Why does it cost about 0.7 hartree* to add most electrons to a small spherical dot beyond what the previous one cost, but 3 to 4 hartree* at certain counts? The quantity is the addition energy $E_\mathrm{add}(N)=\mu(N+1)-\mu(N)$, where the chemical potential is $\mu(N)=E(N)-E(N-1)$ and $N$ is the number of electrons. Three scales govern it in this well. The spacing between shells is 2 to 3 hartree*, the repulsion between two parallel electrons in one shell, less their exchange, is 0.7 to 0.8, and exchange or a change between two nearly degenerate levels adds 0.2 to 0.4. The table is spin-polarised r2SCAN with spherical shells. Levels are named by radial order, so 1p is the lowest p level, and "up" at $N=2$, 8 and 20 merely labels a spin-degenerate pair.

Spin-polarised Kohn-Sham calculations with the r2SCAN functional (radks radial solver with Libxc) for a spherical dot with m-averaged shells, in effective atomic units (marked *). The well is -depth/(1+exp((r-radius)/edge)), with depth 28.7 hartree*, radius 1.68 bohr* and edge 0.18 bohr*, and has a point charge of 2 e at its centre.

```tsv
electrons	chemical potential (hartree*)	unpaired electrons	rms radius (bohr*)	highest eigenvalue (hartree*)	highest level	addition energy (hartree*)
1	-30.27	1	0.6354	-29.74	1s up	n/a
2	-28.77	0	0.6724	-28.28	1s up	4.207
3	-24.57	1	0.7849	-24.18	1p up	0.7854
4	-23.78	2	0.8408	-23.37	1p up	0.8295
5	-22.95	3	0.8766	-22.53	1p up	1.216
6	-21.73	2	0.9044	-21.36	1p down	0.7563
7	-20.98	1	0.9261	-20.58	1p down	0.7956
8	-20.18	0	0.9441	-19.78	1p up	3.069
9	-17.11	1	0.9619	-16.71	2s up	1.029
10	-16.08	2	0.9851	-15.72	1d up	0.7343
11	-15.35	3	1.005	-14.98	1d up	0.7415
12	-14.61	4	1.021	-14.24	1d up	0.7446
13	-13.86	5	1.036	-13.49	1d up	0.7455
14	-13.12	6	1.049	-12.75	1d up	1.087
15	-12.03	5	1.062	-11.68	1d down	0.6970
16	-11.33	4	1.073	-10.98	1d down	0.7087
17	-10.62	3	1.084	-10.27	1d down	0.7154
18	-9.909	2	1.093	-9.550	1d down	0.7189
19	-9.191	1	1.102	-8.831	1d down	0.9192
20	-8.271	0	1.106	-7.866	2s up	3.090
21	-5.181	1	1.117	-4.844	1f up	0.6762
22	-4.505	2	1.128	-4.166	1f up	0.6783
23	-3.827	3	1.138	-3.487	1f up	0.6793
24	-3.147	4	1.147	-2.808	1f up	0.6796
25	-2.468	5	1.156	-2.128	1f up	0.6794
26	-1.788	6	1.164	-1.449	1f up	0.6788
27	-1.110	7	1.172	-0.7706	1f up	n/a
```

Two limits frame the series. Electrons without repulsion would give $E_\mathrm{add}=0$ inside a shell and the level gap where a shell closes. A classical conducting sphere of the well's radius $R$ has energy $N^2/2R$, whose second difference is the featureless $1/R=0.595$ hartree*. The dot shows both, and exchange besides: a plateau somewhat above $1/R$, large peaks at $N=2$, 8 and 20, small ones at 5 and 14, and shoulders beside the large peaks at 9 and 19. The unpaired electrons match, row by row, the filling 1s², 1p⁶, 2s↑, 1d↑⁵, 1d↓⁵, 2s↓, 1f↑⁷ with parallel spins first. That the 2s level stays singly occupied from 9 to 19 is inferred from moments, labels and the smooth steps between them.

Gap and charging can be separated with the table alone. By Janak's theorem the eigenvalue $\varepsilon$ is the slope of the energy with occupation, so $\mu(N)$ is the average of $\varepsilon$ while the last electron is filled in. If $\varepsilon$ rises linearly, $\delta(N)=\varepsilon(N)-\mu(N)$, with $\varepsilon(N)$ the highest eigenvalue, is half of that rise. The level that receives the next electron starts at $\varepsilon_\mathrm{next}(N)$, so $\mu(N+1)=\varepsilon_\mathrm{next}(N)+\delta(N+1)$, while $\mu(N)=\varepsilon(N)-\delta(N)$. Subtraction gives

$$E_\mathrm{add}(N)=\Delta(N)+\delta(N)+\delta(N+1),\qquad \Delta=\varepsilon_\mathrm{next}(N)-\varepsilon(N).$$

Inside a shell of one spin, $\Delta$ must vanish. It does in all 18 such rows, to 0.015 hartree* at worst ($N=3$), which is within the rounding of the columns. Within a spin shell that is already started the rows are therefore consistent with a linear rise. They do not test the first electron of a new level, and at $N=19$, where the run's own list of levels includes the empty one, the linear rise fails for it. What remains elsewhere is therefore only a rough reading of the gap: 3.33, 2.27 and 2.35 hartree* at $N=2$, 8 and 20.

The offset $\delta$ is itself a defect of the functional, since the exact highest eigenvalue equals $\mu$ and the charging energy then appears as a jump of the potential at whole $N$. One electron shows this cleanly. A direct radial solution of the bare well with its central charge gives a 1s level of $-30.275$, equal within rounding to $\mu(1)=-30.27$, whereas the eigenvalue lies 0.53 too high. Self-interaction spoils the slope and barely touches the energy of this row, which is a reason to take addition energies from total energies. The row also carries a warning: the eigenvalue starts at $-30.275$ and ends at $-29.74$, yet its average is the starting value, so for the very first electron the rise is far from linear. Later levels start with density of the same spin already present, which should soften this, but $N=19$ shows that it does not remove it. The gaps remain estimates, the small ones most of all.

Why the shells close at 2, 8 and 20 follows from two further limits. In a hard-walled sphere the levels go as the squared zeros of spherical Bessel functions, roughly 3.1, 4.5, 5.8, 6.3 and 7.0 for 1s, 1p, 1d, 2s and 1f, which closes shells at 2, 8, 18 and 20. In a pure Coulomb field 2s drops to the lowest p level, and the closures are 2 and 10. The central charge is attractive, as $\mu(1)$ below the well floor (depth 28.7 hartree*) shows, and it pulls hardest on s levels, which alone have density at the origin. Between the limits 2s passes 1d, and this dot sits near the crossing. The two levels act as one shell of twelve, so that $N=10$ and $N=18$ are both open, with two unpaired electrons each.

A crude model without fitted constants separates the ingredients: the same well, solved self-consistently with the inferred filling, Hartree repulsion and spin-averaged Slater exchange. It shares the potential with the calculation and so does not check it; its use is that the charge and the repulsion can be switched off. In the empty well 1d lies 0.84 below 2s without the charge and 0.88 above it with the charge. Filling then lowers that lead to 0.30 at $N=8$ and 0.06 at $N=14$, and reverses it to $-0.22$ at $N=20$, as the table's labels require. The shift is nearly as large without the charge, from $-0.84$ to $-1.81$. In the model the reordering thus comes mainly from the repulsion of the whole cloud, which is highest at the centre and lifts s levels most, and much less from any special screening of the point charge.

The row $N=20$ can be worked in full. Nothing in it is fitted, but the offsets come from the table itself, so only the gap is put to the test, together with the assumed linear rise for the first 1f electron. The offsets are $\delta(20)=-7.866+8.271=0.405$ and $\delta(21)=-4.844+5.181=0.337$, together 0.742. The model's gap from 2s to 1f is 2.27, so $E_\mathrm{add}\approx 3.01$ against 3.090, about 3% below the table. The gap of the empty well, 4.04, would overshoot badly. At all three closures the model gap is about 0.1 hartree* below the gap read from the table; its simpler exchange and missing correlation are a possible cause, and so is a rise that is not linear, which would shift the reading itself. Without the charge the model gap at $N=20$ shrinks to 0.58 and that at $N=2$ to 2.05, while at $N=8$ the next level becomes 1d at $3.60-1.35=2.25$, little changed. Removing the charge should therefore move the strong closure from 20 to 18 and leave 8 alone.

The plateau height is charging reduced by exchange. For $n$ electrons on a thin shell of radius $r$ the energy $n^2/2r$ gives $1/r$. A radius for each shell follows from the rms radius column, as the root of the increase of $N r_\mathrm{rms}^2$ per added electron: 1.02, 1.21 and 1.34 bohr* for 1p, 1d and 1f, including the swelling of the inner electrons. These lie inside $R$, which is why the plateau exceeds the conducting-sphere value. Yet the mean plateau falls only from 0.79 through 0.73 to 0.68. A least-squares fit of $c/r$ to the 18 plateau rows gives $c=0.87$ with an rms error of 5% relative to the table and is 12% too high at $N=6$. A constant, or $c$ over the rms radius of the whole cloud, does about as well at 6%, so the fit alone does not establish a $1/r$ law.

Exchange accounts for part of this and for the peaks at $N=5$ and 14. Let each pair in a shell cost $U$ and each parallel pair regain $J$. The $k$-th parallel electron costs $(k-1)(U-J)$, so the plateau is $U-J$. With all $2l+1$ orbitals singly filled, the first reversed electron costs $(2l+1)U$ and the last parallel one cost $2l(U-J)$. The difference is $U+2lJ$, an excess of $(2l+1)J$ over the plateau. Measured against the mean of the two neighbouring rows, the excess is 0.42 at $N=5$ and 0.37 at $N=14$, close to the gaps read from the offsets, which use nearly the same information, and gives $J\approx0.14$ for 1p and 0.07 for 1d. The second value also holds the exchange with the lone 2s electron. Adding $J$ back gives $Ur=0.95$ and 0.97, close to the thin-shell value of 1. This supports the argument that the larger exchange of the p shell hides the $1/r$ fall, though it rests on two shells and on an effective $J$, since a semilocal functional on averaged shells does not count pairs.

Pair counting predicts flat plateaus, and there it fails. They rise by about 0.04 within each 1p spin shell and by 0.01 to 0.02 within 1d, and the reversed-spin plateau starts lower than the parallel one did. A guess is that the negative curvature of a density-based exchange energy is strongest while a spin shell is nearly empty, and that expansion of the cloud works against the rise. Part of the flatness is imposed, because averaging over $m$ removes deformation and multiplets. The 1f rows span only 0.0034 hartree*, and their order deserves no cause.

The raised values at $N=9$ and 19 mark changes of level within the shell of twelve. At 9 the last electron is in 2s↑ and the next enters 1d↑; at 19 the last is in 1d↓ and the next enters 2s↓. A linear rise would put the new level about 0.27 and 0.15 higher, but the second figure is not the actual gap: the levels listed by the run at $N=19$ give a different distance from 1d↓ to the empty 2s↓. The 0.15 mixes that gap with the curvature of the rise, and the 0.27 may do the same. The model reproduces the order of filling, with gaps of 0.16 and 0.03, but being spinless it cannot place spin levels closely, and its distance from the linear readings does not measure its error. The radius supports the second assignment: it grows by 0.004 bohr* from 19 to 20 against 0.009 in the two preceding steps, as suits an electron with weight near the centre. That 2s↓ waits so long is plausible because two electrons in the one compact 2s orbital should repel strongly, and because the growing cloud lifts 2s relative to 1d, as in the model. These rows are also the least secure. With 1d and 2s within a few tenths of a hartree*, the greedy filling may have missed a lower state between 10 and 19, such as closed 1d¹⁰ at $N=18$, and that would move the small peaks and shoulders.

The cloud grows slowly. A straight-line fit of $\ln r_\mathrm{rms}$ against $\ln N$ over all rows has slope 0.19, against 1/3 at constant density, because steep walls force the density up. A uniform filling would give $\sqrt{3/5}\times1.68=1.30$ bohr*, and $N=27$ has reached 1.172. The model reproduces the radius within 0.005 bohr* in the six rows solved. Beyond the series, a half-filled 1f shell should show a small peak of perhaps 0.3 over the plateau, guessed from the p and d excesses and provided that the next electron enters 1f↓ and not another level. Since $\mu(27)=-1.110$, that step would bring the chemical potential close to zero, where the well stops binding.
